## Two square roots for a compressed crystal

If every gigapascal took the same volume from a solid, twice the pressure would take away twice the volume, and a high enough pressure would leave nothing. A real solid stiffens as it shrinks, so each further gigapascal removes less. In zincblende ZnS this can be put into a rule that needs little more than two square roots.

Zincblende ZnS (space group F-43m, 2 atoms in the cell), with cell and atoms relaxed at each pressure and the symmetry kept. Ansatz 0.2.0, LDA, scalar-relativistic plane-wave PAW, no spin polarisation, cutoff 420 eV, k mesh 10×10×10, fixed occupations. Volume changes are relative to the zero-pressure cell (conventional a = 5.297 Å, 18.57 Å³ per atom).

| pressure (GPa) | volume per atom (Å³) | volume change (%) |
| --- | --- | --- |
| 2 | 18.17 | -2.18 |
| 9 | 17.04 | -8.24 |
| 12 | 16.66 | -10.31 |
| 40 | 14.32 | -22.88 |
| 50 | 13.78 | -25.79 |

The volume change is counted from the cell at zero pressure, which has 18.57 Å³ an atom. The first 9 GPa remove about 8 % of the volume, whereas the 10 GPa between the last two rows remove only about 3 % of that same starting volume.

### Why the crystal stiffens

Symmetry fixes the place of every atom in the zincblende cell, so the crystal can shrink only by shortening all its Zn–S bonds alike. At 50 GPa they are 9.5 % shorter than at the start. Theory supplies the reason for the growing resistance: the repulsion between overlapping electron shells rises steeply as atoms approach, so each further step of shortening needs a larger increase in force than the one before. A smaller part is expected from geometry alone: as the cell shrinks, the bond forces act across a smaller area, so even bonds that behaved as ideal springs would give a modulus rising by about 1 GPa for each GPa applied.

The measure of this resistance is the bulk modulus $B$, the pressure needed per relative loss of volume. Its mean value between neighbouring pressures follows from the computed volumes. It is 91 GPa between zero and 2 GPa, and 260 GPa between 40 and 50 GPa. The stiffness thus nearly triples without any change of structure type.

### The rule

A simple description lets the modulus grow linearly with the pressure $P$. For many solids it gains roughly 4 GPa for each GPa applied, and that slope is assumed here:

$$B=-V\,\frac{dP}{dV}=B_0+4P .$$

Here $V$ is the volume and $B_0$ the modulus at zero pressure. Writing this as $dP/(B_0+4P)=-dV/V$ and integrating from the zero-pressure volume $V_0$ gives

$$\frac{V}{V_0}=\left(1+\frac{P}{s}\right)^{-1/4},\qquad s=\frac{B_0}{4}.$$

This is Murnaghan's equation with a slope of 4. The scale $s$ is the pressure at which the modulus has doubled. The row at 2 GPa alone gives 21.7 GPa for it, rounded here to 22 GPa for work by hand.

The two limits show what the formula does. Far below 22 GPa the loss is simply $P/B_0$, with $B_0$ = 4 × 22 = 88 GPa, and doubling the pressure doubles the loss. Far above it the volume would fall only as the inverse fourth root of the pressure, so that doubling the pressure would take away about a sixth of what is left. The table runs from the first limit to the bend between the two.

### Two rows worked by hand

The recipe is to divide the pressure by 22, add 1, take the square root twice and invert. Neither of the rows below was used to set the scale. At 9 GPa,

$$1+\tfrac{9}{22}=1.409\;\rightarrow\;1.187\;\rightarrow\;1.0895\;\rightarrow\;\frac{V}{V_0}=0.918 ,$$

a loss of 8.2 %, as in the full calculation. At 50 GPa,

$$1+\tfrac{50}{22}=3.273\;\rightarrow\;1.809\;\rightarrow\;1.345\;\rightarrow\;\frac{V}{V_0}=0.743 .$$

The estimated loss is 25.7 %, against 25.8 % computed. A straight line, with a loss of $P/B_0$ at every pressure (labelled constant stiffness in the output), would give 57 % at this pressure, more than twice the true loss of the calculation, although at 2 GPa it is still nearly right.

### How far the rule can be trusted

Over all five rows the rule stays within 0.15 percentage points of the computed volume change; the printed output after this section lists every step. The largest miss is at 50 GPa, where the rule gives slightly too little compression. That place and sign come from rounding the scale up to 22 GPa: with the unrounded 21.7 GPa the rule gives slightly too much compression on the other four rows, by at most 0.11 points. Between the last two rows its modulus is already about 3 % above the computed one. Beyond 50 GPa the rule is untested.

The slope of 4 matters little at low pressure and more at high pressure. With the same $B_0$, a slope of 3 would give a loss of 28 % at 50 GPa, and a slope of 5 would give 24 %. The good agreement supports 4 as an average over this range, not as the slope at zero pressure. The computed mean modulus starts below the rule's, passes above it between 9 and 12 GPa and falls below it again at the top, so the slope is somewhat above 4 at low pressure and below 4 at high pressure. For another solid whose slope is also near 4, $s$ is a quarter of its own bulk modulus at zero pressure, so a softer crystal bends away from the straight line at a lower pressure.

The strictest limit is set by the crystal itself. Real ZnS changes to the denser rocksalt type at very roughly 15 GPa, with a sudden drop in volume that no smooth formula contains. The rows at 40 and 50 GPa describe zincblende held in place by the symmetry of the calculation, so real ZnS at those pressures should be denser than the rule says. Below the transition the rule carries the errors of its source, a density functional (LDA) that tends to make volumes somewhat too small and solids somewhat too stiff, used here with PAW datasets made for another functional (PBE) and applied to a crystal without thermal motion. The 0.15 points measure agreement with this calculation; against real ZnS, which is expected to be softer, the miss should be clearly larger.

Numerical output:

```
Zero-pressure volume implied by the table, Å³ an atom: 18.57
Scale s from the lowest-pressure row alone, GPa: 21.7
Bulk modulus at zero pressure in the rule with the scale of 22 GPa, GPa: 88
Steps of the rule:
  row  1+P/22  first root  second root  V/V0 rule  volume rule Å³ an atom
    2   1.091       1.044        1.022     0.9785                   18.17
    9   1.409       1.187         1.09     0.9178                   17.05
   12   1.545       1.243        1.115     0.8969                   16.66
   40   2.818       1.679        1.296     0.7718                   14.33
   50   3.273       1.809        1.345     0.7435                   13.81
Volume change in %:
  row  computed    rule  rule less computed  constant stiffness
    2     -2.18  -2.152              0.0282              -2.273
    9     -8.24  -8.216             0.02363              -10.23
   12    -10.31  -10.31           -0.001669              -13.64
   40    -22.88  -22.82             0.06053              -45.45
   50    -25.79  -25.65              0.1386              -56.82
Stiffness in GPa:
  row  mean modulus computed  mean modulus rule  scale s from this row
    2                  90.74              91.94                   21.7
    9                  109.5              109.4                  21.92
   12                  131.5              129.9                     22
   40                  185.4              186.4                  21.89
   50                    260              267.5                  21.77
Largest miss of the rule with the scale of 22 GPa, percentage points: 0.1386
Largest miss on the other four rows with s from the lowest row, percentage points: 0.1109
Largest error of the pressure found backwards from the volume, %: 1.385
Volume change at 50 GPa with slope 3 and the same B0, %: -28.23
Volume change at 50 GPa with slope 5 and the same B0, %: -23.6
Bond length change at 50 GPa, %: -9.464
```
